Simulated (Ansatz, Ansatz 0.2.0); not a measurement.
# Working log: the shear constant C44 of cubic CsPbCl3 by finite strains

*A first attempt by someone new to these calculations. It holds errors of set-up and of interpretation; a review follows at the end.*

## Experiment

The number I compare with is C44 = 5.04 GPa for the cubic phase of CsPbCl3. It comes from "Common acoustic phonon lifetimes in inorganic and hybrid lead halide perovskites" (2019, arXiv:1908.10093). The paper itself is mainly about CsPbBr3: transverse acoustic phonons were followed in single crystals by triple-axis neutron spectroscopy, and powder diffraction with neutrons and X-rays was used for the structural transitions and the thermal displacements. The C44 value was not obtained from those neutron measurements. It is an ultrasound value from an earlier experiment, for the high-temperature cubic phase, and the temperature is not stated.

| compared with | measured | source's wording or label | method |
| --- | --- | --- | --- |
| C44 (GPa) | 5.04 | C44 | ultrasound |

Conditions are those given with the value in the passage it was taken from; "not stated" means there, and the paper may say more elsewhere.

## Plan

I want to calculate C44 of cubic CsPbCl3 and get within 5 % of the measured value. I chose 5 % because it sounds like a normal error bar. The model is the five-atom cubic cell. The program relaxes it, strains it a little in both directions and works out the elastic constants from the stresses. I will start with LDA because it is the simplest functional, and then adjust the numerical settings until C44 agrees. Once it agrees, I will take the calculation as converged.

System: CsPbCl3 (caesium lead chloride), cubic perovskite; Pm-3m (No. 221), 5 atoms in the primitive cell; the database structure is a diffraction structure: a = 5.605 Å.

## 1. A large smearing to be safe

I have read that smearing helps a calculation to converge, so I am starting with a generous one, Fermi-Dirac with 0.8 eV, on a 4×4×4 k mesh. My thinking is that more smearing makes everything smoother, and smooth stresses should give a good C44. I expect something close to 5 GPa.

**Run 1.** Ansatz 0.2.0: LDA, cell and atoms relaxed from the database structure, PAW set soft_2, cutoff 420 eV (default), 4x4x4 k mesh, Fermi-Dirac smearing 0.8 eV; elastic constants by two-point finite strains with relaxed ions.

Key lines of the input:
```
crystal:
  # lattice and atoms
kpoints:
  mp_grid: { grid: [4, 4, 4] }
hamiltonian:
  xc: lda
scf:
  occupations: { method: fermi_dirac, width: 0.8 }
output:
  stress: true
elastic:
  mode: relaxed_ion
  stencil: two_point
```

Command:
```
ansatz run input.yaml --threads 8 --pin off --max-ram 16384MiB --backend cpu --events-out ev --progress --plain --runs-dir out
```

Selected lines of the output:
```
Basis set: ecut = 420 eV, 3407 PW (Γ) [...]
  C = ∂σ_k/∂η_j (tension-positive GPa; Voigt order 11 22 33 23 13 12):
         0.000      0.000     -0.000      2.188     -0.000     -0.000
  mechanically stable: yes (min eigenvalue of sym C = 2.19 GPa)
```

Converged; 15 s on 8 cores of Intel Xeon at 2.70GHz, shared host (all steps together).

| quantity | run 1 | measured | deviation |
| --- | --- | --- | --- |
| C44 (GPa) | 2.19 | 5.04 | −2.85 (−56.6 %) |
| conventional cell volume (Å³) | 172.06 |  |  |
| pressure (GPa) | 0.01063 |  |  |
| B (Reuss) (GPa) | 23.4 |  |  |
| G (Hill) (GPa) | 7.3 |  |  |
| C11 (GPa) | 56.2 |  |  |

C44 comes out at 2.19 GPa, less than half of the measured 5.04 GPa. The run converged, the crystal is reported as mechanically stable and the pressure is almost zero, so I take it that the smearing did its job and the cell is correct. That leaves the basis set. The program used 420 eV by default, and I conclude that this is too low for a small number like C44.

## 2. Raising the cutoff

I will set the cutoff to 500 eV myself and relax the cell again, before doing the strains. I am also going back to a small Gaussian smearing of 0.02 eV, because the smearing question is settled and the smaller value looks tidier. With more plane waves the crystal should become stiffer, and C44 should go up towards 5 GPa.

**Run 2.** Ansatz 0.2.0: LDA, cell and atoms relaxed from the database structure, cutoff left to the files' default, 4x4x4 k mesh, Gaussian smearing 0.02 eV; cutoff typed as cutoff: 500; the relaxation is the first step.

Key lines of the input:
```
crystal:
  # lattice and atoms
kpoints:
  mp_grid: { grid: [4, 4, 4] }
hamiltonian:
  xc: lda
scf:
  occupations: { method: gaussian, width: 0.02 }
output:
  stress: true
relax:
  adjacent_minimum: "off"
  max_steps: 60
  cell: { stress_tol: 0.03 }
basis:
  cutoff: 500
```

Selected lines of the output:
```
Error: YAML parse error: error: line 28 column 3: unknown field `cutoff`, expected one of ecutwfc, ecutrho_ratio, smooth_cutoff_half_width, xc_grid, low_memory, fft_grid_basis, precision [...]
  --> <input>:28:3
   |
26 |   cell: { stress_tol: 0.03 }
27 | basis:
28 |   cutoff: 500
   |   ^ unknown field `cutoff`, expected one of ecutwfc, ecutrho_ratio, smooth_cutoff_half_width, xc_gri
```

Input refused; 8 cores of Intel Xeon at 2.70GHz, shared host.

The program refused the input because it does not know the word `cutoff` under `basis`. The message lists the names it accepts, and `ecutwfc` looks like the right one. Nothing was calculated, so I still think the cutoff is the problem.

## 3. The cutoff again, and higher

I am correcting the name and going straight to 590 eV, so that I don't have to come back to this. The small Gaussian smearing stays, and this time the strains follow the relaxation directly. I expect C44 to rise clearly above 2.19 GPa.

**Run 3.** Ansatz 0.2.0: LDA, cell and atoms relaxed from the database structure, PAW set soft_2, cutoff 590 eV, 4x4x4 k mesh, Gaussian smearing 0.02 eV; elastic constants by two-point finite strains with relaxed ions.

Key lines of the input, as changed from run 1:
```diff
  scf:
-   occupations: { method: fermi_dirac, width: 0.8 }
+   occupations: { method: gaussian, width: 0.02 }
+ basis:
+   ecutwfc: 590.0
```

Selected lines of the output:
```
Basis set: ecut = 590 eV, 5457 PW (Γ) [...]
  C = ∂σ_k/∂η_j (tension-positive GPa; Voigt order 11 22 33 23 13 12):
        -0.000     -0.000     -0.000      4.142      0.000      0.000
```

Converged; 14 s on the same hardware (all steps together).

| quantity | run 3 | measured | deviation |
| --- | --- | --- | --- |
| C44 (GPa) | 4.14 | 5.04 | −0.90 (−17.8 %) |
| conventional cell volume (Å³) | 168.93 |  |  |
| pressure (GPa) | 0.00027 |  |  |
| B (Reuss) (GPa) | 29.6 |  |  |
| G (Hill) (GPa) | 10.6 |  |  |
| C11 (GPa) | 70.9 |  |  |

C44 has gone up from 2.19 to 4.14 GPa, so the cutoff was the problem, as I thought. The default of 420 eV is clearly not good enough for this crystal. I am still 17.8 % below the measured value, which is outside my 5 %, but the direction is right.

## 4. Fewer k points

Next I turn to the k mesh. The cell has only five atoms, and I reason that a small cell needs only a few k points, so 4×4×4 may be more than it can use. I am trying 2×2×2. For this test I let the cutoff go back to the default, because I already know what it does: it makes C44 too low. If C44 still comes out higher than 4.14 GPa, the mesh must be responsible.

**Run 4.** Ansatz 0.2.0: LDA, cell and atoms relaxed from the database structure, PAW set soft_2, cutoff 420 eV (default), 2x2x2 k mesh, Gaussian smearing 0.02 eV; elastic constants by two-point finite strains with relaxed ions.

Key lines of the input, as changed from run 3:
```diff
  kpoints:
-   mp_grid: { grid: [4, 4, 4] }
+   mp_grid: { grid: [2, 2, 2] }
- basis:
-   ecutwfc: 590.0
```

Selected lines of the output:
```
Basis set: ecut = 420 eV, 3419 PW (Γ) [...]
k-points: 6 of 8
  C = ∂σ_k/∂η_j (tension-positive GPa; Voigt order 11 22 33 23 13 12):
        -0.000     -0.000     -0.000      3.456      0.000      0.000
```

Converged; 6.3 s on the same hardware (all steps together).

| quantity | run 4 | measured | deviation |
| --- | --- | --- | --- |
| C44 (GPa) | 3.46 | 5.04 | −1.58 (−31.4 %) |
| conventional cell volume (Å³) | 177.11 |  |  |
| pressure (GPa) | 0.00098 |  |  |
| B (Reuss) (GPa) | 27.8 |  |  |
| G (Hill) (GPa) | 9.4 |  |  |
| C11 (GPa) | 66.0 |  |  |

C44 is 3.46 GPa, lower than the 4.14 GPa before, which I put down to the default cutoff. The fair comparison is with my first run, which also used 420 eV and gave 2.19 GPa. Against that, the coarser mesh has raised C44 by about 1.3 GPa. So fewer k points help, and a higher cutoff helps, and I now have two settings that push the number the right way.

## 5. A larger starting cell, looser thresholds

The pressure after each relaxation has been practically zero, so I think the relaxation is stricter than it needs to be. I am loosening the thresholds to 0.2 eV/Å and 5 GPa, and starting from lattice vectors 2 % longer, to give the atoms room to find their places. For this I return to the 4×4×4 mesh and the default cutoff, as in my first run. I expect the relaxation to bring the cell back by itself, and C44 to come out above 2.19 GPa because the atoms are less forced.

**Run 5.** Ansatz 0.2.0: LDA, cell and atoms relaxed from the database structure, PAW set soft_2, cutoff 420 eV (default), 4x4x4 k mesh, Gaussian smearing 0.02 eV; started from lattice vectors 1.02 times the database's, thresholds 0.2 eV/A and 5 GPa; elastic constants by two-point finite strains with relaxed ions.

Key lines of the input, as changed from run 3:
```diff
  crystal:
-   # lattice and atoms
+   lattice:
+     - [5.7171, 0.0, 0.0]
+     - [0.0, 5.7171, 0.0]
+     - [0.0, 0.0, 5.7171]
+   # atoms
- basis:
-   ecutwfc: 590.0
```

Selected lines of the output:
```
Basis set: ecut = 420 eV, 3727 PW (Γ) [...]
  C = ∂σ_k/∂η_j (tension-positive GPa; Voigt order 11 22 33 23 13 12):
         0.000      0.000     -0.000      4.681      0.000      0.000
  mechanically stable: yes (min eigenvalue of sym C = 4.68 GPa)
```

Converged; 10 s on the same hardware (all steps together).

| quantity | run 5 | measured | deviation |
| --- | --- | --- | --- |
| C44 (GPa) | 4.68 | 5.04 | −0.36 (−7.1 %) |
| conventional cell volume (Å³) | 186.86 |  |  |
| pressure (GPa) | −2.34795 |  |  |
| B (Reuss) (GPa) | 17.7 |  |  |
| G (Hill) (GPa) | 8.7 |  |  |
| C11 (GPa) | 43.7 |  |  |

C44 is now 4.68 GPa, only 7.1 % below the measured value and the closest so far. The pressure is −2.35 GPa, which is inside the 5 GPa I allowed, so I count the cell as relaxed. I conclude that the earlier relaxations were too strict and held the shear constant down. The extra room at the start has done more for C44 than the higher cutoff did.

## 6. An even larger starting cell

Since 2 % longer lattice vectors helped, I am trying 4 %. I am also limiting the relaxation to two ionic steps, because the atoms sit on symmetric positions and I don't see what more steps would add. The relaxation comes first, and the strains would follow from the cell it gives. I expect this to close most of the remaining gap to 5.04 GPa.

**Run 6.** Ansatz 0.2.0: LDA, cell and atoms relaxed from the database structure, PAW set soft_2, cutoff 420 eV (default), 4x4x4 k mesh, Gaussian smearing 0.02 eV; started from lattice vectors 1.04 times the database's, at most 2 ionic steps; the relaxation is the first step.

Key lines of the input, as changed from run 2:
```diff
  crystal:
-   # lattice and atoms
+   lattice:
+     - [5.8292, 0.0, 0.0]
+     - [0.0, 5.8292, 0.0]
+     - [0.0, 0.0, 5.8292]
+   # atoms
  relax:
-   max_steps: 60
+   f_tol: 0.005
+   max_steps: 2
- basis:
-   cutoff: 500
```

Selected lines of the output:
```
Basis set: ecut = 420 eV, 3575 PW (Γ) [...]
k-points: 10 of 64
SCF iter   6: F=—  HF=-20246.664757 eV  |F-HF|=—  |Δ(HF+E_count)|=   8.96e-6  Δρ=2.66e-6  dr2=9.63e-9
SCF iter   7: F=—  HF=-20246.664757 eV  |F-HF|=—  |Δ(HF+E_count)|=   4.93e-9  Δρ=5.45e-7  dr2=5.67e-10
SCF iter   8: F=-20246.664757 eV  HF=-20246.664757 eV  |F-HF|=1.46e-11  |Δ(HF+E_count)|=  3.53e-10  Δρ=7.78e-8  …
relax step   1: F+E_penalty+E_count = -20246.39947285 eV  [...]  P = -3.221 GPa  Ω = 198.074 Å³  (6 SCF iters, dr2 threshold 1.00e-7 eV, accepted)
relax step   2: F+E_penalty+E_count = -20246.66475724 eV  [...]  P = -1.805 GPa  Ω = 181.638 Å³
```

Not converged; 3 s on the same hardware.

This run gave no C44, because the relaxation stopped after its two steps and the strains were never started. It is marked as not converged, but I don't think much is wrong with it. The energy in the last electronic cycle is steady to many decimals, and the pressure of −1.805 GPa is closer to zero than the −2.35 GPa I accepted in the run before. The volume went from 198.074 to 181.638 Å³ in a single step, which I read as the cell having found its place. So I take the larger starting cell as a sound idea that only lacked the strain step, and I still believe it would have brought C44 closer to 5.04 GPa.

## Summary of runs

| run | settings | C44 (GPa) | deviation | cost | status |
| --- | --- | --- | --- | --- | --- |
| 1 | LDA, Fermi-Dirac smearing 0.8 eV, elastic constants by two-point finite strains with relaxed ions | 2.19 | −2.85 (−56.6 %) | 2 core-min |  |
| 2 | LDA, cutoff left to the files' default, cutoff typed as cutoff: 500, the relaxation is the first step | – |  | – | input refused |
| 3 | LDA, cutoff 590 eV, Gaussian smearing 0.02 eV, elastic constants by two-point finite strains with relaxed ions | 4.14 | −0.90 (−17.8 %) | 1.9 core-min |  |
| 4 | LDA, cutoff 420 eV (default), 2x2x2 k mesh, elastic constants by two-point finite strains with relaxed ions | 3.46 | −1.58 (−31.4 %) | under 1 core-min |  |
| 5 | LDA, started from lattice vectors 1.02 times the database's, thresholds 0.2 eV/A and 5 GPa | 4.68 | −0.36 (−7.1 %) | 82 core-s |  |
| 6 | LDA, started from lattice vectors 1.04 times the database's, at most 2 ionic steps, the relaxation is the first step | – |  | under 1 core-min | not converged |
|  | measured | 5.04 |  |  |  |

## State of play

My result for C44 of cubic CsPbCl3 is 4.68 GPa, against the measured 5.04 GPa. That is 7.1 % too low, so I have missed my 5 %, but not by much. I am choosing this value because it is the closest one and the run converged.

From the log I conclude that three things raise C44: a higher cutoff, a coarser k mesh and a larger starting cell with loose thresholds. The larger cell worked best. The last run, with lattice vectors 4 % longer, stopped before the strains, so I have no number from it, but I expect it would have closed most of the gap.

LDA seems to be good enough for this crystal, and I see no reason to change the functional. What is left is a matter of settings. If I went on, I would put the higher cutoff, the coarse mesh and the large starting cell into one run, since each of them helped separately. I would then call the calculation converged when C44 reaches 5.04 GPa.

## Reviewer's comments

Further runs made for the review:

| reviewer's run | settings | C44 (GPa) | deviation | cost |
| --- | --- | --- | --- | --- |
| R1 | LDA, PAW set soft_2, cutoff 420 eV (default), 4x4x4 k mesh, Gaussian smearing 0.02 eV, elastic constants by two-point finite strains with relaxed ions | 4.14 | −0.90 (−17.8 %) | 92 core-s |
| R2 | LDA, PAW set soft_2, cutoff 420 eV (default), 6x6x6 k mesh, Gaussian smearing 0.02 eV, elastic constants by two-point finite strains with relaxed ions | 4.21 | −0.83 (−16.4 %) | 2.7 core-min |
| R3 | PBEsol, PAW set soft_2, cutoff 420 eV (default), 4x4x4 k mesh, Gaussian smearing 0.02 eV, elastic constants by two-point finite strains with relaxed ions | 4.66 | −0.38 (−7.6 %) | 94 core-s |
| R4 | r2SCAN, PAW set soft_2, cutoff 500 eV (default), 4x4x4 k mesh, Gaussian smearing 0.02 eV, elastic constants by two-point finite strains with relaxed ions | 5.38 | +0.34 (+6.8 %) | 2.1 core-min |
|  | measured | 5.04 |  |  |

The notebook rightly records that 5.04 GPa is an earlier ultrasound value at an unstated temperature. The 5 % target, however, rests on no quoted uncertainty, and a static lattice at 0 K need not match a hot crystal that closely. Nor does agreement with experiment show convergence: a result is converged when finer settings no longer change it.

Run 1's smearing of 0.8 eV heats the electrons of a wide-gap insulator. Near-zero pressure and mechanical stability cannot reveal this, since the cell was relaxed with the same hot electrons. R1 keeps the cutoff and mesh, reduces the smearing to 0.02 eV and gives 4.14 GPa instead of 2.19, at no extra cost.

Run 2 failed on an unknown keyword, and the beginner correctly found `ecutwfc` in the message. Run 3 is sound, but it changed smearing and cutoff together, and the cutoff got the credit. R1 gives the same 4.14 GPa at the default 420 eV, so the default was adequate for C44 and the whole gain came from the smearing.

Run 4 has the k-point rule backwards: a small cell needs more k points, not fewer. Comparing it with run 1 brought the smearing error back in. Against R1, the coarse mesh lowers C44 from 4.14 to 3.46 GPa; the default cutoff is not to blame. A 6×6×6 mesh (R2) gives 4.21 GPa, so 4×4×4 was already reasonable, and R1 costs only about a minute and a half of core time.

In run 5, near-zero pressure was the purpose of relaxing, not a sign of excessive strictness. With 5 GPa allowed, the cell stayed at its stretched starting volume, 186.86 Å³ against 168.93 in run 3, under a pressure of −2.35 GPa. C11 fell to 43.7 GPa, a clear warning. That C44 landed at 4.68 GPa, near the measurement, is chance.

Run 6 stopped after two ionic steps. The steady energy belonged to the electrons at one fixed geometry; the large volume change and the remaining −1.805 GPa show that the cell was still moving. The atoms do sit on symmetric positions, but the cell still had to relax. Finishing would have taken little time and should have led back to R1's result, not towards 5.04 GPa.

The final 4.68 GPa should therefore be withdrawn, and combining the three supposed improvements would only combine errors. Nor is the functional a side issue: with LDA at 4.14 GPa (R1), PBEsol gives 4.66 (R3) and r2SCAN 5.38 (R4).

Verdict: sound LDA is roughly 16 to 18 % too low, while PBEsol and r2SCAN miss by 7.6 % below and 6.8 % above. I would prefer r2SCAN as the more complete functional, though its slightly smaller error does not prove it better. The mesh and cutoff checks here cover LDA only. The measurement lies within the spread of functionals, so these runs give no reason to doubt it. What remains unexplained is the effect of temperature and of the moving octahedral tilts, which a static five-atom cell leaves out.

[Logs are printed without paths, hosts, clocks, repeated set-up lines and the standing remarks that a program may print on its own settings, such as how far it seeks lower states.]

[The runs shown are a pick from a larger set of finished runs; failed, doubtful and other runs were left out of it ahead of writing. So were measured values far from every level or from commonly accepted values, and agreement can look better than it is. Lines of input and output are excerpts and may be shortened.]
